**Q:** I have pressure and energy curves for three metals, calculated in the diamond structure. I understand why the pressure changes sign near the relaxed cell. Why does squeezing build up more pressure than an equal stretch builds up tension?

Diamond-structure Hf, Ti and Zr (37.42, 24.71 and 33.75 Å³/atom at scale 1; k meshes 9×9×9, 11×11×11 and 14×14×14) in Ansatz 0.2.0, with BLYP, plane-wave PAW (420 eV), scalar-relativistic, no spin polarisation. Energies are for zero smearing, relative to scale 1; pressures are for 0.1 eV Fermi-Dirac smearing, positive in compression.

```tsv
volume scale	energy change, Hf (meV/atom)	pressure, Hf (GPa)	energy change, Ti (meV/atom)	pressure, Ti (GPa)	energy change, Zr (meV/atom)	pressure, Zr (GPa)
0.88	51.0	4.00	28.4	4.38	44.9	4.64
0.92	22.1	2.54	9.1	2.67	15.6	2.76
0.96	5.3	1.23	0.2	1.22	1.5	1.21
1	0.0	0.04	0.0	0.05	0.0	-0.02
1.04	5.5	-1.02	6.4	-0.87	8.1	-0.96
1.08	20.7	-1.96	17.9	-1.60	23.1	-1.67
1.12	44.5	-2.76	33.1	-2.20	43.0	-2.22
```

**A:** Think of the two ends of the curve. If you keep squeezing, the electrons are confined to less and less space, their kinetic energy climbs, and the pressure grows without bound. If you keep stretching, you end with separate atoms that no longer pull on each other, so the tension must pass a maximum and fade away. A curve that joins these two limits is steep on the compressed side and flattens on the stretched side. Zirconium shows it clearly, with 4.64 GPa at a volume scale of 0.88 against a tension of 2.22 GPa at 1.12.

**Q:** At 0.88 hafnium has the lowest pressure of the three but the highest energy. Shouldn't the metal that pushes back least also be the cheapest to compress?

**A:** For the work done against the pressure, that would be true if all the atoms had the same volume. Work is pressure times change in volume, and the scale fixes only the fractional change. A hafnium atom in this structure occupies about one and a half times the volume of a titanium atom, so each percent of compression moves the boundary through more space.

For small changes this becomes a simple rule. The pressure grows in proportion to the fractional volume change *x*, with the bulk modulus *B* as the constant. The work per atom is then ½*BV*₀*x*², where *V*₀ is the atomic volume at scale 1. Near that point the three bulk moduli are almost alike, between 26 and 28 GPa, so the atomic volume decides most of the difference between hafnium and titanium. A smaller part of the difference in the energy column comes from the smearing of the electrons, which the next answers take up.

**Q:** Titanium still puzzles me. Its energy rises more when I stretch it to 1.12 than when I squeeze it to 0.88, yet its pressures say that squeezing is harder. Is one of the columns wrong?

**A:** No, they belong to two different curves. The calculation spreads the electrons over the levels near the Fermi energy as if they were at a temperature *T* of roughly 1200 K. This smearing helps the numerical work in a metal, but it also gives the electrons an entropy *S*. The printed pressure is the negative slope of the free energy *F* = *E* − *TS*, where *E* is the energy of the warm electrons.

The energy column has been taken back to zero smearing. If the levels are spread smoothly around the Fermi energy, warming raises *E* by some amount and lowers *F* by the same amount. The cold energy therefore lies halfway between them, at *F* + ½*TS*. Whenever *TS* changes with volume, the cold energy and the pressure follow different curves.

**Q:** Can you show that this difference is large enough to turn titanium's order around?

**A:** Add up the work done against the printed pressures from scale 1 to 1.12, joining neighbouring points by straight lines. One step of 0.04 in the scale is 0.04 × 24.71 = 0.988 Å³ per atom, and 1 GPa Å³ equals 6.24 meV. The end points count half:

work = −[½(0.05 − 2.20) − 0.87 − 1.60] GPa × 0.988 Å³ × 6.24 meV/(GPa Å³) ≈ 22 meV.

The table gives 33.1 meV for the same stretch. Over this range ½*TS*, taken from the same calculations, rises by 11 meV per atom, which closes the gap. On compression *TS* falls instead, so the cold energy rises by less than the work: 28 meV against 38 meV. 
The reversal itself comes from the starting point. Scale 1 is the cell in which the warm pressure nearly vanishes, but the cold energies at 0.96 and 1 are almost equal, so the cold minimum lies near 0.98. Seen from there, scale 1 is already slightly stretched. Compare two cells equally far from 0.98 and the usual order returns: 28.4 meV at 0.88 against 17.9 meV at 1.08.

The sum over the pressures, done for both directions in all three metals, reproduces the change in free energy to within 1 meV per atom. It has no adjustable constant and uses every printed pressure; the output below lists the results. The small misses have the sign that straight lines must give, because the pressure curve sags below them. The agreement shows that the columns are consistent with each other, which is a weaker statement than that they describe real metals well.

**Q:** Why should the entropy of the electrons grow when the crystal is stretched?

**A:** A free-electron gas is the simplest guide. Give the same electrons more room and their Fermi energy drops, so the levels crowd closer together. A fixed temperature then reaches a larger share of the electrons, and the entropy rises. In a transition metal the d bands do something similar: as the atoms move apart their orbitals overlap less, the bands narrow, and the same number of levels fits into a smaller range of energy.

The comparison gives the direction but not the amount. A real crystal has peaks and dips in its density of levels, and what counts is how that density changes right at the Fermi energy. In these calculations *TS* grows with volume at every step in all three metals. From the smallest to the largest cell it grows by 40% in titanium and 48% in zirconium, but by only 16% in hafnium.

**Q:** So what changes if I take hafnium instead of zirconium, each compressed to 0.88 of its own relaxed volume?

**A:** The energy cost goes up by 6.1 meV per atom, but only about 1.5 meV of that is a difference in free energy. Hafnium's larger atomic volume makes up for its lower pressure, so the mechanical work is nearly the same in both. The remaining 4.6 meV comes from the entropy term. Compression reduces zirconium's *TS* by clearly more than hafnium's, so zirconium's cold energy falls further short of the work.

This order also depends on where scale 1 was set. Zirconium's cold minimum lies a little more than 1% below it, while hafnium's lies almost at scale 1. Near 0.88 one more percent of squeezing costs zirconium at least 7 meV. If each metal were scaled from its own cold minimum, zirconium should therefore be the dearer of the two.

For another metal in such a table you would ask the same two questions. The bulk modulus times the atomic volume sets the scale of the work. The change of *TS* with volume then tells you how far the energy column will depart from that work.

**Q:** What would happen if I reran titanium with a smaller smearing?

**A:** In the limit of no smearing the entropy term vanishes, and pressure and energy slope become the same thing. On the way there *TS* falls roughly as the square of the smearing, provided the density of levels is smooth over that range and the k mesh is fine enough for the sharper edge in the occupations. Halving the smearing should therefore remove about three quarters of the mismatch.

The relaxed volume would move too. At scale 1 the printed pressure of titanium is close to zero, but the slope of its energy column corresponds to a tension of about 0.5 GPa. With less smearing the relaxed cell should therefore shrink towards the cold minimum near 0.98. If you then scale the new cell up and down, titanium's reversal should disappear. Zirconium shows a similar shift, while in hafnium the two zero points nearly coincide.

**Q:** Which of these digits may I use in a design calculation?

**A:** For real components, none of them directly. At ordinary conditions these metals are close-packed, and diamond, with only four neighbours per atom, is a hypothetical structure for them. The functional adds its own error: BLYP does not reproduce the uniform electron gas, which is a poor start for a metal, and here it is used with atomic datasets made for PBE. One warning sign is that hafnium's atoms come out clearly larger than zirconium's, whereas in the real close-packed metals they are slightly smaller. These runs cannot tell whether the structure, the functional or the datasets cause this. Magnetism was excluded from the start, so its effect is untested. The symmetry was also held fixed, so the structure may be unstable against distortions that the calculation could not show.

No convergence tests of the k mesh or the cutoff are shown, and the k meshes differ between the metals, so small differences deserve caution. Within the table, the clearest contrasts are the ones to read: the steeper compressed side, and hafnium's higher energy than titanium's at a lower pressure. Titanium's reversal and hafnium's lead over zirconium in energy both depend on where scale 1 was set. The 0.2 meV between titanium's energies at 0.96 and 1 should be read as "equal". I would not rank the metals by bulk moduli that differ by 1 GPa from one to the next either. If you need an equilibrium volume from such a table, take the minimum of the energy. The zero of the pressure belongs to electrons warmed by the smearing, which is a numerical aid and not the temperature of a sample.

The analysis program printed:

```
Changes from scale 1 in meV per atom:
   row  free energy Hf  free energy Ti  free energy Zr  half TS Hf  half TS Ti  half TS Zr
  0.88           53.69           37.26            52.2      -2.693      -8.863      -7.297
  0.92           23.38           15.65            21.3      -1.275      -6.545      -5.698
  0.96           5.845           3.778           4.783      -0.545      -3.578      -3.283
   1.0               0               0               0           0           0           0
  1.04           4.705           2.605           4.348       0.795       3.795       3.752
  1.08           18.69           10.39            15.6        2.01       7.508       7.503
  1.12           40.87           22.13           32.04       3.632       10.97       10.96
Work of the pressure, scale 1 to 0.88, Hf (meV/atom): 54.09
Work of the pressure, scale 1 to 0.88, Ti (meV/atom): 37.66
Work of the pressure, scale 1 to 0.88, Zr (meV/atom): 52.92
Work of the pressure, scale 1 to 1.12, Hf (meV/atom): 40.55
Work of the pressure, scale 1 to 1.12, Ti (meV/atom): 21.87
Work of the pressure, scale 1 to 1.12, Zr (meV/atom): 31.6
Bulk modulus from pressures at 0.96 and 1.04, Hf (GPa): 28.12
Bulk modulus from pressures at 0.96 and 1.04, Ti (GPa): 26.12
Bulk modulus from pressures at 0.96 and 1.04, Zr (GPa): 27.12
Pressure implied by the energy slope at scale 1, Hf (GPa): -0.0107
Pressure implied by the energy slope at scale 1, Ti (GPa): -0.5025
Pressure implied by the energy slope at scale 1, Zr (GPa): -0.3916
Pressure added by the half TS term at scale 1, Hf (GPa): 0.07172
Pressure added by the half TS term at scale 1, Ti (GPa): 0.5975
Pressure added by the half TS term at scale 1, Zr (GPa): 0.4175
Rise of TS from 0.88 to 1.12, Hf (percent): 15.57
Rise of TS from 0.88 to 1.12, Ti (percent): 39.91
Rise of TS from 0.88 to 1.12, Zr (percent): 48.41
Energy at 1.12 less energy at 0.88, Hf (meV/atom): -6.5
Energy at 1.12 less energy at 0.88, Ti (meV/atom): 4.7
Energy at 1.12 less energy at 0.88, Zr (meV/atom): -1.9
Energy change at 0.88, Hf less Zr (meV/atom): 6.1
Free energy change at 0.88, Hf less Zr (meV/atom): 1.495
```
